**Close-packed or open: counting triangles and electrons**

In the face-centred cubic structure (fcc) an atom has twelve nearest neighbours, in the simple cubic one only six. The more telling count is that of triangles. Each fcc atom is a corner of 24 triangles of mutual neighbours, while a simple cubic atom belongs to none, because its shortest closed path from neighbour to neighbour is a square. Triangles help an element with few valence electrons and hinder one with many.

The energies at stake, computed here for seven elements, are easy to remember. Among these, an atom with one valence electron prefers fcc by about 0.1 eV, or roughly 10 kJ/mol. With two it still prefers fcc, by a few tenths of an eV up to nearly one. With three, four or five it prefers simple cubic, by about half an eV up to nearly two.

Simple cubic (structure 2) against fcc (structure 1) for elements of periods 2 and 3. Ansatz 0.2.0, BLYP, plane waves with scalar-relativistic PAW datasets made for PBE, no spin polarisation, cutoff 420 eV, Fermi-Dirac smearing of 0.1 eV. Energies are extrapolated to zero smearing, volumes are per atom from Birch-Murnaghan fits, and the k mesh column is for simple cubic.

| element | distinct k-meshes among the runs behind the row | Z | valence electrons | k mesh | energy of structure 2 less structure 1, BLYP (meV/atom) | volume of structure 1, BLYP (Å³) | volume of structure 2, BLYP (Å³) | volume of structure 2, BLYP over volume of structure 1, BLYP, less one (%) |
| --- | --- | --- | --- | --- | --- | --- | --- | --- |
| Li | 13x13x13 / 14x14x14 | 3 | 1 | 13×13×13 | 120 | 19.96 | 20.17 | 1.1 |
| Be | 16x16x16 / 19x19x19 | 4 | 2 | 16×16×16 | 868 | 7.89 | 10.53 | 33.5 |
| B | 18x18x18 / 21x21x21 | 5 | 3 | 18×18×18 | -439 | 6.07 | 6.94 | 14.3 |
| C | 19x19x19 | 6 | 4 | 19×19×19 | -1696 | 8.21 | 5.85 | -28.8 |
| Na | 10x10x10 / 12x12x12 | 11 | 1 | 10×10×10 | 103 | 37.31 | 41.36 | 10.9 |
| Mg | 11x11x11 / 13x13x13 | 12 | 2 | 11×11×11 | 258 | 23.69 | 29.53 | 24.6 |
| P | 14x14x14 / 15x15x15 | 15 | 5 | 14×14×14 | -829 | 16.75 | 16.12 | -3.7 |

The energy column gives $\Delta E = E_2 - E_1$, the energy of simple cubic (structure 2) less that of fcc (structure 1). A positive value means that fcc is lower. This holds for Li, Be, Na and Mg, whereas B, C and P have negative values. The contest is between these two structures only: under ordinary conditions none of the seven elements adopts either of them, so the lower one here is the better of two candidates and need not be a material that can be made.

**Why the electron count decides**

A small model shows what a triangle does. Take twelve atoms with one orbital each and arrange them either as four separate triangles or as three separate squares. Each atom then has two neighbours and there are twelve contacts in both cases, so that only the shape of the rings differs. Let $h$ be the strength of the interaction across one contact. A triangle has one level at $-2h$ and two at $+h$; a square has one at $-2h$, two at zero and one at $+2h$.

Filling these levels from below, two electrons to a level, gives the total energies:

| electrons on twelve atoms | four triangles | three squares | lower |
|---|---|---|---|
| 6 | $-12h$ | $-12h$ | equal |
| 8 | $-16h$ | $-12h$ | triangles |
| 12 | $-12h$ | $-12h$ | equal |
| 16 | $-8h$ | $-12h$ | squares |

The reason lies in the signs of the orbitals. In the lowest level all orbitals of a ring have the same sign, every contact is bonding, and three-membered rings offer more such levels for a given number of atoms. Higher levels need a change of sign between neighbours. Around a square the signs can alternate evenly, but around a triangle two neighbours always end up with the same sign, so the pattern is frustrated. In a triangle the later electrons therefore go into levels that weaken the bonds, while in a square they first find levels that do no harm.

The model thus predicts a sequence: no preference at low filling, then a preference for triangles, then one for squares. Period 2 runs through the same order, though not at the fillings the rings would give. From Li to Be the energy difference rises by about 0.75 eV in favour of fcc. From Be to B it falls by 1.3 eV and changes sign, and from B to C it falls by about as much again. 
For the four metals the rings are not enough. One s and three p orbitals offer eight places, of which lithium and sodium fill one and beryllium and magnesium two. Up to a quarter filling, however, the rings tie. A second influence is electrostatic: positive ions in an even sea of electrons have a lower energy in fcc than in simple cubic at the same density. This advantage grows with the square of the ion's charge, so that at equal volume per atom it is four times as large with two valence electrons as with one. It is the likely cause of the 0.1 eV in lithium and sodium, and it probably contributes much to the larger preference of beryllium and magnesium.

The model also fails on the position of the crossover. It puts the change at a half-filled set of levels, which would be four electrons in the eight places. In the table, boron has already changed sides with three, and carbon, for which the model expects a tie, has the strongest preference of all. The likely reason is that p orbitals point in definite directions, which rings of one round orbital per atom leave out.

Phosphorus shows the effect of direction most simply. In the usual picture, which these runs don't test, two of its five valence electrons form a low-lying s pair, and three remain for three p orbitals. These orbitals lie at right angles to each other, exactly along the lines to the six neighbours in a simple cubic crystal. Each is half filled, which is the best filling for a bond along its axis. In fcc the twelve neighbours lie between the axes, and the same orbitals meet them at a slant.

**What the volumes add**

The volumes offer a view of the same mechanism that doesn't use the energy differences between the structures. Adding the fourth valence electron, from B to C, shrinks the simple cubic crystal by 16 % but swells the fcc crystal by 35 %. A smaller atom with one more electron ought to make a denser solid as long as that electron bonds. The swelling is what one expects if in fcc it enters levels that push the atoms apart. The volumes fit this reading, although they don't identify the levels themselves.

The distances between neighbours, which follow from the volumes by geometry, show what an atom gets in return for giving up half its contacts. Carbon draws its six remaining neighbours closer by 20 %, which is the mark of a few strong bonds in place of many weak ones. Beryllium draws them closer by only 2 %. It loses six contacts, gains almost nothing on the others, and pays nearly 0.9 eV.

The shortening is not a reliable guide by itself. Lithium contracts by 11 %, more than boron with its 7 %, and yet lithium prefers fcc while boron prefers simple cubic. A shorter contact is worth much only if there are enough electrons to fill it. The electron count therefore comes first and the distance second.

Two valence electrons don't fix the size of the preference either. That of beryllium is more than three times that of magnesium, although both favour fcc. Neighbours in fcc beryllium are about 2.2 Å apart, against 3.2 Å in magnesium, and the electrostatic advantage of fcc falls off as one over the distance. For lithium over sodium this gives a ratio of about 1.2, close to that in the table. For beryllium over magnesium it gives only about 1.4, so most of their difference must lie in the bonding, which these numbers don't resolve.

**How safe the order is**

An error reverses the order only if it acts differently on the two structures and exceeds the energy difference. The narrowest case is sodium, with 103 meV per atom; lithium follows with 120 meV. Carbon would need an error of 1.7 eV. An error common to both structures, even a large one, drops out.

One numerical contribution can be sized directly. The calculation spreads the electrons slightly over the levels near the Fermi energy, and this smearing is afterwards corrected for. In the simple cubic crystals near their equilibrium volumes the correction is at most about 8 meV per atom, which is 8 % of the energy difference of sodium, the row where it occurs. Even if fcc had no such correction to offset it, the order would stand. The errors from the wave cutoff and the k meshes can't be sized from these runs. All rows were also computed without spin polarisation, so a magnetic state that might lower one of the crystals isn't covered.

The functional deserves more caution. BLYP doesn't reproduce the uniform electron gas, the very system that sodium and lithium resemble most, and it is used here with atomic datasets made for another functional, PBE. The method is thus at its weakest where the energy differences are smallest. The order of these two rows has some support from nature, however: at ordinary pressure lithium, sodium, beryllium and magnesium all crystallise with either twelve neighbours at nearly equal distances or eight near and six slightly farther ones, and never with six alone. The sign is therefore more trustworthy than the second digit.

For carbon and phosphorus the functional would have to be wrong by the better part of an eV or more in the difference between two crystals of the same element. Boron, at 0.44 eV, is less well protected, since its two structures bond in different ways and a functional may treat them unequally.

**What would reverse it**

Pressure favours the denser structure. In six of the seven rows the structure with the lower energy is also the denser one, so that compression at first strengthens the order. The leaning is slight in lithium, whose two volumes differ by only 1 %. Boron alone has its lower energy in the roomier structure, and there compression works against the winner.

The pressure needed can be estimated without any adjustable number. At pressure $p$ the quantity to compare is the enthalpy $E + pV$, where $V$ is the volume per atom. The two structures are level when

$$E_1 + pV_1 = E_2 + pV_2, \qquad \text{so} \qquad p = -\frac{E_2 - E_1}{V_2 - V_1}.$$

For boron the energy difference is $-0.439$ eV and the volume difference is $6.94 - 6.07 = 0.87$ Å³. Their ratio is about 0.5 eV/Å³, and since 1 eV/Å³ is about 160 GPa, the reversal should come near 80 GPa.

This estimate treats both crystals as if they kept their volumes under load, which they don't. Simple cubic boron already needs 35 GPa to be compressed by 12 %, and the estimated reversal lies more than twice as high. If the roomier structure is also the softer one, the difference in volume shrinks on the way and the true pressure is higher. In that case the estimate is a lower limit, and even this is the better part of a million atmospheres.

Heat is a weaker lever. For sodium, the closest contest, simple cubic would have to gain one Boltzmann constant of entropy per atom over fcc to draw level at about 1200 K. Two solid forms of one element usually differ by much less than that, and sodium melts below roughly 400 K. The metal would be liquid long before its preference turned.

A strong lever is the choice of element, and with it the number of electrons. In period 2 the step from beryllium to boron, which adds one valence electron and one proton, moves the balance by 1.3 eV. The number at which the balance tips need not be the same in every period, however. Aluminium has three valence electrons like boron, yet in nature it is an fcc metal. In period 3 the change of sides must then come later, somewhere between aluminium and phosphorus, and this table doesn't show whether silicon, with four electrons, already stands with carbon.
